**Slater-Condon analysis of averaged ionisation energies of 4p and 5p singly charged ions**

The table holds ionisation energies of Ge⁺ to Kr⁺ and Sn⁺ to Xe⁺ from Dirac-Coulomb Hartree-Fock energy differences with Breit, QED and recoil terms, averaged over the nl configuration and over the jj configuration that fills low $j$ first, beside NIST values. The program models the offset between the two averages as $-a_n\zeta+b_nF^2$, with $F^2$ anchored to computed Slater integrals and $\zeta$ solved row by row from the total energies. The column difference is reproduced to 0.086 eV rms with equal parameters for species and ion, and to 0.018 eV with two ratios fitted to the eight rows with $n\ge2$. Lowest levels from intermediate-coupling matrices restore the half-shell break but overdo it, and leave NIST higher by a mean of 0.68 eV for $n\le3$ and 1.25 eV for $n\ge4$. A scaled $F^2$ with one constant gap is printed as an alternative to this step and fits less well (0.19 against 0.11 eV rms).

Ionisation energies (IE) of singly charged 4p and 5p ions from B-spline radial atomic code 1: all-electron, spherical Dirac-Coulomb Hartree-Fock at the basis-set limit, Fermi nucleus, ΔSCF, with first-order Breit, QED and recoil terms. Averages are over the nl configuration or the jj configuration that fills j = l − 1/2 first; NIST values run between ground levels.

## Script

```python
# Table: ionisation energies (eV) of 4p and 5p singly charged ions, B-spline radial code, Dirac-Coulomb
# Hartree-Fock Delta-SCF (+Breit, QED, recoil), nl average and low-j-first jj average, beside NIST.
# Tested: Slater-Condon p^n model (F2, zeta) for jj minus nl and for the gap to level-to-level values.
T = {
    'ion': ['Ge+', 'As+', 'Se+', 'Br+', 'Kr+', 'Sn+', 'Sb+', 'Te+', 'I+', 'Xe+'],
    'Z': [32, 33, 34, 35, 36, 50, 51, 52, 53, 54],
    'N': [31, 32, 33, 34, 35, 49, 50, 51, 52, 53],
    'configuration': ['[Ar] 3d10 4s2 4p1', '[Ar] 3d10 4s2 4p2', '[Ar] 3d10 4s2 4p3', '[Ar] 3d10 4s2 4p4', '[Ar] 3d10 4s2 4p5', '[Kr] 4d10 5s2 5p1', '[Kr] 4d10 5s2 5p2', '[Kr] 4d10 5s2 5p3', '[Kr] 4d10 5s2 5p4', '[Kr] 4d10 5s2 5p5'],
    'jj_cfg': ['(4p1/2)1 → closed', '(4p1/2)2 → (4p1/2)1', '(4p1/2)2 (4p3/2)1 → (4p1/2)2', '(4p1/2)2 (4p3/2)2 → (4p1/2)2 (4p3/2)1', '(4p1/2)2 (4p3/2)3 → (4p1/2)2 (4p3/2)2', '(5p1/2)1 → closed', '(5p1/2)2 → (5p1/2)1', '(5p1/2)2 (5p3/2)1 → (5p1/2)2', '(5p1/2)2 (5p3/2)2 → (5p1/2)2 (5p3/2)1', '(5p1/2)2 (5p3/2)3 → (5p1/2)2 (5p3/2)2'],
    'ie_nl': [15.1423, 17.3026, 19.518, 21.7974, 24.1466, 13.6446, 15.4015, 17.1865, 19.0087, 20.8735],  # eV
    'ie_jj': [15.2865, 17.0242, 19.5727, 21.7402, 23.9691, 13.9908, 15.3855, 16.9618, 18.6733, 20.4199],  # eV
    'diff': [0.14, -0.28, 0.05, -0.06, -0.18, 0.35, -0.02, -0.22, -0.34, -0.45],  # eV
    'tab': [15.93461, 18.5892, 21.196, 21.591, 24.35984, 14.63307, 16.626, 18.6, 19.13126, 20.975],  # eV
    'tab_kind': ['measured', 'measured', 'measured', 'measured', 'measured', 'measured', 'measured', 'measured', 'measured', 'semi-empirical'],
    'unc': [2.5e-05, 0.001, 0.01, None, 0.00012, 9e-05, 0.025, 0.4, 0.00012, 0.004],  # eV
}
import numpy as np
from scipy.constants import physical_constants as pc, alpha
Eh = pc['Hartree energy in eV'][0]; Ry = Eh/2
ion = T['ion']; Z = np.array(T['Z'], float); N = np.array(T['N'], float)
nl, jj, tab = (np.array(T[k], float) for k in ('ie_nl', 'ie_jj', 'tab'))
n = np.where(Z < 40, N-30, N-48).astype(int); d = jj-nl; B = {'4p': Z < 40, '5p': Z > 40}
# further outputs of the same runs: total energies (hartree), IE without Breit/QED/recoil (eV), F2(p3/2,p3/2) (eV)
Enl = -np.array([2097.218,2259.135,2428.224,2604.600,2788.374,6175.896,6480.239,6793.375,7115.418,7446.470])
Ejj = -np.array([2097.223,2259.134,2428.231,2604.610,2788.383,6175.909,6480.259,6793.400,7115.442,7446.486])
dnl = np.array([15.14592,17.30695,19.52316,21.8035,24.15378,13.64998,15.40767,17.19366,19.01679,20.88277])
djj = np.array([15.29287,17.03144,19.57374,21.74191,23.97159,14.00066,15.39627,16.9633,18.67541,20.42273])
FSe, FTe, FSn = 6.031337, 5.223801, 4.443731
eSe = (2*0.7475921+4*0.7311244)/6*Eh   # Se+ 4p orbital energies (nl run), weighted 2:4
sl = (1-FSn/FTe)/2; F = np.where(Z < 40, FSe, FTe)*(1+sl*(n-3))
a = np.array([0, 1, 2, 1.5, 1, 0.5]); b = np.array([0, 0, 0.08, 0.04, 1/75, 0])
off = (Ejj-Enl)*Eh; z = (b[n]*F-off)/a[n]
lande = alpha**2*Ry*4*Z**2/(3*(2*np.sqrt(Ry/nl))**3)
m = n > 1; rms = lambda x: np.sqrt(np.mean(x**2)); f = lambda x: ' '.join('%+.2f' % v for v in x)
r, s = np.linalg.lstsq(np.c_[-a[n-1]*z, b[n-1]*F][m], (d+off)[m], rcond=None)[0]
so = (a[n]-r*a[n-1])*z; ex = (s*b[n-1]-b[n])*F; fro = (a[n]-a[n-1])*z+(b[n-1]-b[n])*F
def low(k, z, F):   # lowest level of p^k relative to the nl average
    g = F/25; q = 5**.5/2*z
    M = {0: [[0]], 1: [[-z]], 2: [[-3*g-z, -2**.5*z], [-2**.5*z, 12*g]],
         3: [[-9*g, z, 0], [z, 6*g, q], [0, q, 0]], 4: [[-3*g-z/2, z/2**.5], [z/2**.5, 3*g]], 5: [[-z/2]]}[k]
    return np.linalg.eigvalsh(np.array(M, float))[0]
cor = lambda r, s, k=1: np.array([low(i-1, r*x, k*s*y)-low(i, x, k*y) for i, x, y in zip(n, z, F)])
c = cor(r, s); res = tab-nl-c; res0 = tab-nl-cor(1, 1); L = np.array([low(*t) for t in zip(n, z, F)])
print('all energies in eV; steps p1>p2>p3>p4>p5')
for k, w in B.items():
    print(k, 'nl', f(np.diff(nl[w])), '| jj', f(np.diff(jj[w])))
    print(k, 'NIST', f(np.diff(tab[w])), '| nl+level', f(np.diff((nl+c)[w])))
    p = np.polyfit(n[w], nl[w], 1); q = np.polyfit(n[w], np.sqrt(nl[w]), 1)
    print(k, 'nl linear slope %.2f rms %.3f; sqrt-linear rms %.3f' % (p[0], rms(np.polyval(p, n[w])-nl[w]), rms(np.polyval(q, n[w])**2-nl[w])))
print('5p/4p ratio of nl IE:', f(nl[5:]/nl[:5]), '| of zeta:', f(z[5:]/z[:5]))
print('Breit+QED+recoil shift: nl %.4f..%.4f, jj %.4f..%.4f' % ((nl-dnl).min(), (nl-dnl).max(), (jj-djj).min(), (jj-djj).max()))
print('Se+ -orbital energy %.2f, less Delta-SCF %.2f' % (eSe, eSe-dnl[2]))
print('F2 slope per electron %.4f (Sn+,Te+; assumed in 4p); offset floor %.3f' % (sl, 1e-3*Eh))
print('fitted ion/species ratios: zeta %.3f, F2 %.3f (8 rows; p1 rows are identities)' % (r, s))
print('ion n Ejj-Enl F2 zeta(floor) /Lande | jj-nl frozen SOpart F2part resid')
for i in range(10):
    print('%-4s%d %+.3f %.2f %.3f(%.3f) %.2f | %+.3f %+.3f %+.3f %+.3f %+.3f' % (ion[i], n[i], off[i], F[i], z[i], 1e-3*Eh/a[n[i]], z[i]/lande[i], d[i], fro[i], so[i], ex[i], d[i]-so[i]-ex[i]))
e = d-so-ex
print('rms jj-nl %.3f; resid frozen %.3f, fitted %.3f; worst %s %+.3f' % (rms(d[m]), rms((d-fro)[m]), rms(e[m]), ion[np.argmax(abs(e))], e[np.argmax(abs(e))]))
print('ion nl-NIST jj-NIST lowest-nl jj-lowest levelcorr NIST-(nl+corr) same,frozen unc')
for i in range(10):
    print('%-4s %+.2f %+.2f %+.2f %+.2f %+.2f %+.2f %+.2f %s %s' % (ion[i], nl[i]-tab[i], jj[i]-tab[i], L[i], off[i]-L[i], c[i], res[i], res0[i], T['unc'][i], T['tab_kind'][i]))
close = [ion[i] for i in range(10) if abs(jj[i]-tab[i]) < abs(nl[i]-tab[i])]
print('jj closer to NIST:', close, '; rms err nl %.2f jj %.2f' % (rms(nl-tab), rms(jj-tab)))
u = n <= 3
for nm, x in (('fitted', res), ('frozen', res0)):
    st = np.where(u, x[u].mean(), x[~u].mean())
    print('%s remainder: mean n<=3 %.2f, n>=4 %.2f, rms about step %.2f, about one mean %.2f' % (nm, x[u].mean(), x[~u].mean(), rms(x-st), x.std()))
ks = np.linspace(0.3, 1.2, 91); sd = [(tab-nl-cor(r, s, k)).std() for k in ks]; kb = ks[np.argmin(sd)]
x = tab-nl-cor(r, s, kb)
print('alternative: F2 scaled by %.2f, one constant %.2f, rms %.2f' % (kb, x.mean(), x.std()))
print('  its residuals:', f(x-x.mean()))
assert all((np.diff(nl[w]) > 0).all() and (np.diff(z[w]) > 0).all() for w in B.values())
assert all(np.diff(tab[w])[2] < 0.35*min(np.diff(nl[w])[2], np.diff(jj[w])[2]) for w in B.values())
assert max(abs(nl-dnl).max(), abs(jj-djj).max()) < 0.012
assert close == ['Ge+', 'Se+', 'Br+', 'Sn+']
```

Running it gives:

```
all energies in eV; steps p1>p2>p3>p4>p5
4p nl +2.16 +2.22 +2.28 +2.35 | jj +1.74 +2.55 +2.17 +2.23
4p NIST +2.65 +2.61 +0.39 +2.77 | nl+level +2.69 +2.59 -0.31 +2.90
4p nl linear slope 2.25 rms 0.053; sqrt-linear rms 0.057
5p nl +1.76 +1.78 +1.82 +1.86 | jj +1.39 +1.58 +1.71 +1.75
5p NIST +1.99 +1.97 +0.53 +1.84 | nl+level +2.05 +1.58 +0.20 +2.00
5p nl linear slope 1.81 rms 0.030; sqrt-linear rms 0.050
5p/4p ratio of nl IE: +0.90 +0.89 +0.88 +0.87 +0.86 | of zeta: +2.60 +2.22 +2.06 +2.03 +1.78
Breit+QED+recoil shift: nl -0.0093..-0.0036, jj -0.0108..-0.0010
Se+ -orbital energy 20.04, less Delta-SCF 0.52
F2 slope per electron 0.0747 (Sn+,Te+; assumed in 4p); offset floor 0.027
fitted ion/species ratios: zeta 1.132, F2 1.073 (8 rows; p1 rows are identities)
ion n Ejj-Enl F2 zeta(floor) /Lande | jj-nl frozen SOpart F2part resid
Ge+ 1 -0.136 5.13 0.136(0.027) 0.94 | +0.144 +0.136 +0.136 +0.000 +0.008
As+ 2 +0.027 5.58 0.210(0.014) 1.11 | -0.278 -0.237 +0.182 -0.446 -0.014
Se+ 3 -0.190 6.03 0.288(0.018) 1.20 | +0.055 +0.097 -0.220 +0.276 -0.002
Br+ 4 -0.272 6.48 0.359(0.027) 1.20 | -0.057 -0.006 -0.250 +0.192 +0.001
Kr+ 5 -0.245 6.93 0.490(0.054) 1.32 | -0.177 -0.152 -0.309 +0.099 +0.033
Sn+ 1 -0.354 4.44 0.354(0.027) 1.17 | +0.346 +0.354 +0.354 +0.000 -0.008
Sb+ 2 -0.544 4.83 0.465(0.014) 1.23 | -0.016 +0.079 +0.404 -0.387 -0.033
Te+ 3 -0.680 5.22 0.593(0.018) 1.28 | -0.225 -0.087 -0.453 +0.239 -0.011
I+  4 -0.653 5.61 0.728(0.027) 1.30 | -0.335 -0.214 -0.508 +0.166 +0.006
Xe+ 5 -0.435 6.00 0.871(0.054) 1.30 | -0.454 -0.355 -0.550 +0.086 +0.011
rms jj-nl 0.246; resid frozen 0.086, fitted 0.018; worst Sb+ -0.033
ion nl-NIST jj-NIST lowest-nl jj-lowest levelcorr NIST-(nl+corr) same,frozen unc
Ge+  -0.79 -0.65 -0.14 +0.00 +0.14 +0.66 +0.66 2.5e-05 measured
As+  -1.29 -1.57 -0.90 +0.93 +0.67 +0.62 +0.59 0.001 measured
Se+  -1.68 -1.62 -2.19 +2.00 +1.04 +0.64 +0.54 0.01 measured
Br+  +0.21 +0.15 -0.99 +0.72 -1.55 +1.34 +1.17 None measured
Kr+  -0.21 -0.39 -0.24 +0.00 -1.00 +1.21 +1.11 0.00012 measured
Sn+  -0.99 -0.64 -0.35 +0.00 +0.35 +0.63 +0.63 9e-05 measured
Sb+  -1.22 -1.24 -1.17 +0.63 +0.64 +0.58 +0.52 0.025 measured
Te+  -1.41 -1.64 -2.00 +1.32 +0.44 +0.97 +0.82 0.4 measured
I+   -0.12 -0.46 -1.18 +0.53 -1.18 +1.31 +1.13 0.00012 measured
Xe+  -0.10 -0.56 -0.44 +0.00 -1.05 +1.15 +1.01 0.004 semi-empirical
jj closer to NIST: ['Ge+', 'Se+', 'Br+', 'Sn+'] ; rms err nl 0.98 jj 1.04
fitted remainder: mean n<=3 0.68, n>=4 1.25, rms about step 0.11, about one mean 0.30
frozen remainder: mean n<=3 0.63, n>=4 1.10, rms about step 0.08, about one mean 0.25
alternative: F2 scaled by 0.77, one constant 0.89, rms 0.19
  its residuals: -0.24 -0.13 +0.07 +0.06 +0.13 -0.26 -0.21 +0.36 +0.11 +0.11
```
